# How hard does a magnet push back?

Simple cubic cobalt is calculated here twice, once as a ferromagnet and once with spin polarisation switched off. How much moment survives when the cell is squeezed to 0.92 and then 0.88 of its relaxed volume, and what pressure does the squeeze take? The less compressed rows and a simple picture of the d band are enough for a forecast.

Simple cubic Co, calculated with Ansatz 0.2.0 (PBEsol, plane-wave PAW, scalar-relativistic, 420 eV cutoff, Fermi-Dirac smearing). Ferromagnetic start: 12.10 Å³ per atom at scale 1, 15×15×15 k mesh, 0.05 eV smearing; non-magnetic start: 11.39 Å³ per atom, 16×16×16 k mesh, 0.1 eV smearing, no spin polarisation. Pressure is positive in compression.

| volume scale | pressure, ferromagnetic start (GPa) | largest site moment, ferromagnetic start (μB) | pressure, non-magnetic start (GPa) |
| --- | --- | --- | --- |
| 0.88 | ? | ? | ? |
| 0.92 | ? | ? | ? |
| 0.96 | 6.82 | 1.68 | 9.45 |
| 1 | -0.30 | 1.75 | 0.09 |
| 1.04 | -5.84 | 1.83 | -7.36 |
| 1.08 | -10.22 | 1.90 | -13.30 |
| 1.12 | -14.24 | 1.93 | -18.01 |

## Compare at equal volume

The volume scale counts from each calculation's own relaxed cell, and the ferromagnetic cell is 6% larger (12.10 against 11.39 Å³ per atom). On the printed scale the non-magnetic metal looks stiffer: from 0.96 to 1.04 its pressure falls by 16.8 GPa, against 12.7 GPa for the ferromagnet. Read over the same actual volumes as the ferromagnet, the non-magnetic pressure falls by only 12.5 GPa. The apparent extra stiffness therefore comes from the smaller cell.

What remains at equal volume is an offset. The ferromagnet's pressure lies about 10.5 GPa above the non-magnetic one over these three rows. This difference will be called the magnetic excess pressure. It is why the ferromagnetic cell relaxes to a larger volume. The non-magnetic run uses a broader smearing, which raises its pressure by something of order 1 GPa, so the true excess is probably a little larger.

## Why a moment pushes outwards

Two electrons in a box show the principle. With opposite spins both occupy the lowest level; with parallel spins one must go into the next level, and the pair pushes harder on the walls. The comparison ends there, because the spins in the box are fixed by choice, whereas cobalt's moment adjusts when the cell changes.

In cobalt the levels belong to the d band, whose width $W$ grows as neighbouring atoms approach, roughly as $V^{-5/3}$ with the volume $V$. A moment $M$ costs band energy in proportion to $W M^2$. It gains exchange energy in proportion to $M^2$, with a nearly atomic strength $I$ that hardly depends on volume. A further term in $M^4$ stops the moment from growing without limit. With $a$ and $b$ held constant for simplicity, the magnetic energy is

$$E_\mathrm{mag} = \left(aW-\tfrac{I}{4}\right)M^2 + bM^4 .$$

The moment settles where this energy is lowest:

$$M^2=\frac{I/4-aW}{2b}.$$

Compression widens the band and so reduces the moment. Because the energy is stationary in $M$ at that point, the pressure comes only from the explicit volume dependence of $W$:

$$P_\mathrm{mag}=\frac{5}{3}\,\frac{aWM^2}{V}\;\propto\; M^2V^{-8/3}.$$

This would explain why the excess hardly changes near the relaxed cell. From 0.96 to 1.04 the squared moment grows by a factor of 1.19, while $V^{-8/3}$ shrinks by a factor of 0.81. The two nearly cancel.

The same reasoning carries over to neighbouring metals. Copper, with a full d shell, has no moment, so its two calculations would coincide. Nickel's smaller moment should give a much weaker push, because the moment enters squared.

## One forecast worked through

The squared moment is taken as a straight line in volume, fitted to the rows from 0.96 to 1.08. The row at 1.12 is left out because its moment may be approaching the limit set by a full majority-spin d band. That reason is a guess; a density of states would test it. At 0.92 the line gives 1.60 μB.

The ferromagnet at 0.92 has a volume of $0.92\times12.10=11.13$ Å³ per atom. That is 0.977 of the relaxed non-magnetic cell, between two known rows. A smooth equation of state (third-order Birch–Murnaghan) through the five known non-magnetic pressures gives 5.13 GPa there.

The excess is scaled from the relaxed ferromagnetic cell, where it is 10.54 GPa:

$$P_\mathrm{mag}\approx 10.54\times\left(\frac{1.60}{1.75}\right)^2\times0.92^{-8/3}\approx 11.0\ \text{GPa}.$$

The sum is about 16 GPa. The row at 0.92 took no part in any fit; the constant actually used is an average over the three rows from 0.96 to 1.04.

## The forecasts

The moment should shrink without collapsing. The ranges are judgements about how far the extrapolation can be trusted, not statistical errors, and a sudden loss of moment would break the first two lines.

- Moment: 1.60 ± 0.05 μB at 0.92 and 1.51 ± 0.10 μB at 0.88.
- Ferromagnetic pressure: 16 ± 1 GPa at 0.92 and 27.6 ± 2 GPa at 0.88.
- Non-magnetic pressure: 21.2 ± 0.5 GPa at 0.92 and 36 ± 1.5 GPa at 0.88.

There is a plainer way to forecast the ferromagnetic pressure: extend a smooth equation of state through its own known values and ignore the moment. That gives less, 15.3 and 25.9 GPa. The gap between the two routes is smaller than the ranges given above, so the calculation can favour one of them without settling the matter.

The withheld rows as computed:

| volume scale | pressure, ferromagnetic start (GPa) | largest site moment, ferromagnetic start (μB) | pressure, non-magnetic start (GPa) |
| --- | --- | --- | --- |
| 0.88 | 25.84 | 1.44 | 35.91 |
| 0.92 | 15.00 | 1.55 | 21.18 |

## What came out

The moment survives at both volumes and stays inside both ranges, though at 0.92 only just. Both values lie below the forecast, by 0.05 and 0.07 μB. The non-magnetic pressures agree with their forecasts to within 0.2 GPa, so the smooth curve was a sound guide for the metal without spin.

The ferromagnetic pressure is less well predicted. At 0.88 the forecast is 1.7 GPa too high, within its range. At 0.92 the model's unrounded value is 1.06 GPa too high, a narrow miss. The plain curve that ignores the moment came closer in both rows, with errors of 0.3 GPa at 0.92 and 0.1 GPa at 0.88. The known rows barely fix the curvature of that curve, however, so such close agreement could not have been relied on beforehand.

## Why the push was overestimated

The model expected the excess pressure to rise slightly under compression, to about 11 GPa. It falls instead, to 9.9 GPa at 0.92 and 9.3 GPa at 0.88. More than half of the error comes from the moment. With the calculated moments put into the same formula, the pressure is too high by only 0.4 and 0.7 GPa.

The straight line for $M^2$ is where this part of the error enters. The line takes about 0.26 off $M^2$ for each step of 0.04 in the volume scale. The calculated moments lose about 0.4 between 0.96 and 0.92, then about 0.3 between 0.92 and 0.88.

The sharpest drop therefore comes just below the last known row, and the known rows give no sign of it. A band that widens smoothly would not by itself produce such an uneven loss. The cause may lie in the detailed density of states near the Fermi level, or in the finite k mesh. These calculations do not settle which; repeating them with a denser mesh would be the first test.

The pressure error that remains belongs to the formula itself. Its excess already varied too strongly with volume among the known rows, and the fault grows with compression. One candidate is the term $bM^4$, whose strength was held constant. It too comes largely from the band, so it should grow with $W$ and add a push proportional to $M^4V^{-8/3}$. That part would fade faster as the moment shrinks. The equal-volume comparison agrees: from 1.08 down to 0.88, the excess divided by $M^2V^{-8/3}$ falls steadily along with $M^2$. A band width that changes less steeply with volume would leave a similar trace, so the cause stays open.

## What to carry away

For this cobalt, leaving out spin lowers the calculated pressure at a given volume by about 9 to 11 GPa throughout the table, though at 1.08 and 1.12 this rests on an extrapolated non-magnetic curve. It also makes the relaxed cell smaller. A calculation of density or stress for this crystal should therefore keep the spin polarisation down to 0.88, the smallest volume here, because the moment is still there. These numbers describe a crystal held in the simple cubic arrangement, which is not cobalt's stable form and may be dynamically unstable. The PBEsol runs also use PAW datasets made for PBE.

The printed output below lists the fits and the equal-volume comparison row by row.

The analysis program printed:

```
fit of pnm on 5 rows: coefficient of f 0.08872 +/- 0.003, coefficient of f*w 312.3 +/- 0.1, coefficient of f*w**2 165.5 +/- 2.1; rms 0.00293, worst 1.08 0.00533, leave-one-out rms 0.00957
  rows outside the fit (model, value, miss): 0.88 36.1, 35.91, 0.194; 0.92 21.23, 21.18, 0.0534
fit of pfm on 5 rows: coefficient of f -0.1791 +/- 0.12, coefficient of f*w 234.6 +/- 4, coefficient of f*w**2 33.21 +/- 80; rms 0.113, worst 1.08 -0.187, leave-one-out rms 0.459
  rows outside the fit (model, value, miss): 0.88 25.93, 25.84, 0.094; 0.92 15.33, 15, 0.331
fit of m**2 on 4 rows (v < 1.1): constant -3.545 +/- 0.15, coefficient of v 6.623 +/- 0.15; rms 0.00957, worst 1.0 0.016, leave-one-out rms 0.0192
  rows outside the fit (model, value, miss): 0.88 2.284, 2.074, 0.21; 0.92 2.549, 2.403, 0.146; 1.12 3.873, 3.725, 0.148
Equal-volume comparison (moments in muB and pressures in GPa):
   row  moment from line  moment miss  non-magnetic pressure at same volume  magnetic excess  excess from model  ferromagnetic pressure from model  pressure miss
  0.88             1.511       0.0712                                 16.54            9.303              11.03                              27.57           1.73
  0.92             1.596      0.04645                                 5.126            9.874              10.94                              16.06          1.063
  0.96             1.677     -0.00263                                -3.819            10.64              10.81                              6.993         0.1726
   1.0             1.755     0.004563                                -10.84            10.54              10.52                            -0.3192       -0.01918
  1.04             1.828    -0.001501                                -16.35            10.51              10.36                             -5.987        -0.1465
  1.08               1.9   -0.0004395                                -20.66            10.44               10.1                             -10.56        -0.3401
  1.12             1.968      0.03806                                -24.02            9.782               9.46                             -14.56        -0.3219
Half-width of moment forecast at 0.88 and 0.92 (muB): 0.1, 0.05
Half-width of ferromagnetic pressure forecast at 0.88 and 0.92 (GPa): 2, 1
Half-width of non-magnetic pressure forecast at 0.88 and 0.92 (GPa): 1.5, 0.5
Pressure drop from 0.96 to 1.04, ferromagnetic (GPa): 12.66
Pressure drop from 0.96 to 1.04, non-magnetic in its own cell (GPa): 16.81
Pressure drop over the ferromagnetic volumes, non-magnetic (GPa): 12.53
Factor by which the squared moment grows from 0.96 to 1.04: 1.187
Factor by which the volume term changes from 0.96 to 1.04: 0.8078
Model pressure with computed moment less computed pressure at 0.88 and 0.92 (GPa): 0.7148, 0.4357
```
